**Question: why does the BAs gap jump around along this ladder of methods while volume and stiffness stay orderly?**

I work on process integration and was handed these results for zinc-blende boron arsenide. The rows go from cheap to less cheap, but the band gap runs from 1.028 to 6.831 eV with no visible order, and four rows labelled PBE besides the reference one give anything from the same gap to three times it. Volume per atom and bulk modulus scatter far less and seem tied to each other. What sets each pattern, and what can I take from it?

Zinc-blende BAs by semi-empirical, tight-binding and DFT methods, without spin polarisation or spin-orbit coupling. Gaps and times are for single points on the r2SCAN-relaxed cell (64 atoms: periodic cluster at the zone centre; GLLB-SC: gap with derivative discontinuity). Volumes come from each method's own relaxation or energy curve, bulk moduli are at fixed cell shape.

| name | kind | band gap (eV) | volume per atom (Å³) | bulk modulus (GPa) | atoms computed | rough processor time, order of size (s) |
| --- | --- | --- | --- | --- | --- | --- |
| PBE coarse-settings | low cutoff and mesh | 1.190 | n/a | n/a | 2 | 0.6 |
| PBE | semilocal | 1.188 | 13.900 | 131.40 | 2 | 2 |
| PBE sz-orbitals | small basis | 2.404 | n/a | n/a | 2 | 3 |
| GFN1-xTB tblite | tight binding | 1.340 | 13.255 | 155.70 | 64 | 3 |
| GLLB-SC | model potential | 1.735 | n/a | n/a | 2 | 5 |
| PBE SZV | small basis | 3.592 | 14.575 | 124.00 | 2 | 5 |
| r2SCAN | semilocal | 1.375 | 13.684 | 140.90 | 2 | 6 |
| GFN2-xTB tblite | tight binding | 1.028 | 14.714 | 108.70 | 64 | 7 |
| PBE DZVP | small basis | 1.232 | 14.025 | 128.00 | 2 | 10 |
| PM7 | semi-empirical | 6.831 | n/a | n/a | 64 | 10 |
| PM6 | semi-empirical | 3.339 | n/a | n/a | 64 | 10 |

**Answer**

Cost is the wrong axis. The times are rough sizes for cells of different size ("atoms computed"), and their rank correlation with the distance from the GLLB-SC gap, used only as a marker, is a weak +0.35. The useful division is by what each quantity probes. The band gap depends on an empty state, which the self-consistent energy does not optimise, while the volume per atom $V$ and the bulk modulus $B = V\,d^2E/dV^2$ both come from one ground-state curve $E(V)$. Every gap was computed on the same r2SCAN cell, so the gap scatter comes not from the geometry but from how the band edges, the empty one in particular, are sampled, represented and defined.

**Where the empty state is looked for.** In PBE the gap is indirect, from Γ to a point 0.797 of the way to X. A k mesh finds that minimum only if one of its points falls close by, as in the 10×10×10 mesh; otherwise the lowest sampled state lies higher and the gap comes out too large. The coarse PBE run shows the size: on its own 4×4×4 mesh it gives 1.443 eV, and the tabulated 1.190 eV agrees with full PBE only because the band edge was evaluated separately. The low cutoff therefore did little harm to the gap, and the mesh alone would have cost 0.253 eV.

This bears on the four cluster rows. A cubic cluster of 64 atoms at its zone centre folds in 32 k points, all of which belong to that same coarse mesh and include Γ, so bands of PBE shape would give a gap at least that much too high. Whether the xTB and PM bands have their minimum in the same place is untested, so carrying the shift over to them is a guess. GFN1-xTB and GFN2-xTB are fitted to molecules and differ from each other by 0.312 eV. That GFN1-xTB lands near r2SCAN is thus no evidence of accuracy. GFN2-xTB even has the lowest gap in the table, below PBE, although coarse sampling would raise it if its bands had PBE shape. The basis argument of the next section does not carry over, because the xTB basis includes d functions on As and its levels come from fitted parameters; nothing here explains that row.

**What the empty state is built from.** The limits are a converged plane-wave basis and a minimal one with a single function per valence orbital. With the functional held at PBE, the polarised double-zeta basis DZVP raises the gap by 0.044 eV, the sz orbitals by 1.216 eV and SZV by 2.404 eV. The numbers show that the basis and not the functional opens these gaps, most cleanly in the pair SZV and DZVP; the sz run also differs from plane-wave PBE in its mesh and its frozen As 3d electrons. The two minimal bases differ from each other by 1.188 eV, presumably through the radial shape of their orbitals and their other settings, which these runs do not separate. Either minimal basis shifts the gap far more than the step from PBE to r2SCAN does.

The standard explanation is that the filled states are bonds, which atomic s and p orbitals describe tolerably, whereas conduction states near X in tetrahedral semiconductors have much weight in the empty interstices. A basis without diffuse and d-type functions describes that part poorly and pushes these states up. The sz run fits this picture, though it does not show where the states sit: its direct gap at Γ rises by 0.588 eV relative to PBE, about half the rise of the indirect gap. Its lowest sampled conduction state has also moved to two thirds of Γ–X, which is a mesh point, so the true sz minimum may lie somewhat lower.

**What the gap means.** One limit is a local Kohn-Sham potential, the same for filled and empty states; the gap for adding and removing an electron exceeds the orbital gap by the derivative discontinuity, which PBE lacks in a solid. GLLB-SC computes both parts: a Kohn-Sham gap of 1.249 eV plus a discontinuity of 0.485 eV. Only the first compares with PBE, and it differs by 0.061 eV despite another mesh and frozen As 3d electrons, so the discontinuity supplies 89 % of the shift. The r2SCAN potential depends on the orbitals, and theory argues that its gap includes a part of the discontinuity, which fits its place between the two.

The opposite limit is Hartree-Fock, where the added electron and the hole are not screened by the polarisation of the crystal and the gap is much too large. PM6 and PM7 give orbital gaps of this type, 2.81 and 5.75 times the PBE value, and they carry a small basis and cluster sampling as well. Their mutual difference of 3.492 eV presumably comes from the parameters and from changes that PM7 made to the model itself, which nothing here tests. Measured gaps lie roughly between 1.5 and 2 eV (rough recalled figures, the newer ones near the upper end) and include spin-orbit coupling, temperature and zero-point motion, which these runs leave out, so the distance to experiment is not purely an error of the functional.

**Why stiffness follows volume.** Think of an anharmonic diatomic molecule, a Morse bond, pulled by a constant force: the curvature function is unchanged, but the bond now rests farther out, where the curvature is smaller. A cubic crystal scaled at fixed shape also has one coordinate, so the picture carries over as long as a method only tilts the energy curve; it ends where a method reshapes the curve. Write $E_m(V) = E_{ref}(V) - pV$ with a constant $p$. The second derivative is that of the reference, so method $m$ has the modulus that the reference has at the volume $V_m$. With $B = B_0 + B'P$ and $B = -V\,dP/dV$ one gets $d\ln B/d\ln V = -B'$, hence

$$B_m = B_0\,(V_0/V_m)^{n},\qquad n = B' \approx 4,$$

where $B'$, the pressure derivative of the modulus, is a rough recalled value and $V_0$, $B_0$ are taken from r2SCAN. The exponent depends on the coordinate in which the tilt is linear: a constant force on the bond length, the literal Morse case, has curvature in $V$ and gives $n = B' - 2/3 \approx 3.3$ to first order.

For PBE, which enters this estimate only through its volume,

$$B = 140.9\ \text{GPa}\times(13.684/13.900)^4 = 140.9\ \text{GPa}\times 0.9393 = 132.3\ \text{GPa}.$$

The table value of 131.4 GPa lies 0.7 % below the model. DZVP is matched equally well, and the two xTB rows deviate from the model by about 3 %. The pressures of the PBE and GFN1-xTB runs at the common cell agree with the same curve form, which is a check of consistency within each method.

The other limit treats each method as a different material of the same family, for which the empirical bond-length rule $B \propto d^{-3.5}$ gives $n = 7/6$. That is too flat: GFN2-xTB falls 16 % below it. A free exponent fitted to the five rows without SZV is about 3.5, between the two tilt values, so it does not choose between them, though the two xTB rows provide most of the lever arm. The modulus falls with rising volume through all six rows, and the agreement makes the tilt picture plausible, not established. The printed output below lists the residuals.

SZV is the irregular row: 13 % stiffer than the $n = 4$ model at its volume, and 10.5 % above the five-row fit that left it out. My guess is that a minimal basis with no parameters fitted to compensate cannot contract or polarise as the bonds shorten, so its energy error would grow faster and faster on compression, which adds curvature; grid noise in the energy curve may contribute.

For epitaxy the scatter in volume sets the scale of trust. The lattice constant changes by a third of the volume change, 0.52 % from r2SCAN to PBE and 2.45 % to GFN2-xTB, so film and substrate should be computed with the same method, and even then their errors may cancel only in part. For a further method with a flexible basis, each per cent of excess volume should cost roughly four per cent in modulus, as it does for PBE and DZVP, while its gap has to be judged separately by mesh, basis and definition.

Printed output of the fit:

```
Gap, shift from PBE (rounding 0.001 eV), ratio, log10 factor on exp(-Eg/2kT) at 300 K
  PBE coarse-settings  1.190 eV +0.002 eV  x1.00  -0.0
  PBE                  1.188 eV +0.000 eV  x1.00  -0.0
  PBE sz-orbitals      2.404 eV +1.216 eV  x2.02  -10.2
  GFN1-xTB tblite      1.340 eV +0.152 eV  x1.13  -1.3
  GLLB-SC              1.735 eV +0.547 eV  x1.46  -4.6
  PBE SZV              3.592 eV +2.404 eV  x3.02  -20.2
  r2SCAN               1.375 eV +0.187 eV  x1.16  -1.6
  GFN2-xTB tblite      1.028 eV -0.160 eV  x0.87  +1.3
  PBE DZVP             1.232 eV +0.044 eV  x1.04  -0.4
  PM7                  6.831 eV +5.643 eV  x5.75  -47.4
  PM6                  3.339 eV +2.151 eV  x2.81  -18.1
Rank correlation of rough time with distance from GLLB-SC gap, 10 rows: +0.35
PBE conduction minimum at 0.797 of Gamma-X; nearest point of a Gamma-centred mesh:
  4x4x4: 1.000, 5x5x5: 0.800, 6x6x6: 0.667, 10x10x10: 0.800
64-atom cubic cluster: 32 k points, all multiples of 1/4, so among the 64 of 4x4x4
Gap on own mesh minus table gap: 4x4x4 +0.253 eV, 10x10x10 +0.000 eV
Cubic a = 4.784 A; free-electron energy from minimum to X: 0.27 eV
sz minus PBE: indirect +1.216 eV, direct +0.588 eV, ratio 2.07
SZV-DZVP +2.360, SZV-sz +1.188, PM7-PM6 +3.492, GFN1-GFN2 +0.312 eV
GLLB-SC Kohn-Sham minus PBE: indirect +0.061 eV, direct +0.101 eV
Discontinuity 0.485 eV = 89 % of GLLB-SC minus PBE; r2SCAN shift 34 %
B ~ V^-n fitted: n = 2.96 (six rows), n = 3.47 (without SZV)
Against r2SCAN: dV %, da %, dB %; table over model in % for n=4, n=7/6, five-row fit
  GFN1-xTB tblite  -3.14 -1.06 +10.5 | -2.7 +6.5 -0.2
  r2SCAN           +0.00 +0.00 +0.0 | +0.0 +0.0 +0.9
  PBE              +1.58 +0.52 -6.7 | -0.7 -5.0 -0.7
  PBE DZVP         +2.49 +0.82 -9.2 | +0.2 -6.5 -0.2
  PBE SZV          +6.51 +2.12 -12.0 | +13.3 -5.3 +10.5
  GFN2-xTB tblite  +7.53 +2.45 -22.9 | +3.1 -16.0 +0.1
rms % for n=4, n=7/6: five rows besides r2SCAN 6.2 8.9; also without SZV 2.1 9.6
Worst row: n=4 PBE SZV, n=7/6 GFN2-xTB tblite
Rounding of the table affects these residuals by about 0.1 %
Spread max/min: volume 1.110, modulus 1.43, gap 6.6
Murnaghan pressure at the r2SCAN cell from own V0, B0 and B'=4:
  GFN1-xTB tblite  -4.66 GPa, run gives -4.57 GPa (+1.8 %)
  PBE              +2.12 GPa, run gives +2.17 GPa (-2.2 %)
  PBE DZVP         +3.31 GPa
  PBE SZV          +8.90 GPa
  GFN2-xTB tblite  +9.15 GPa
```
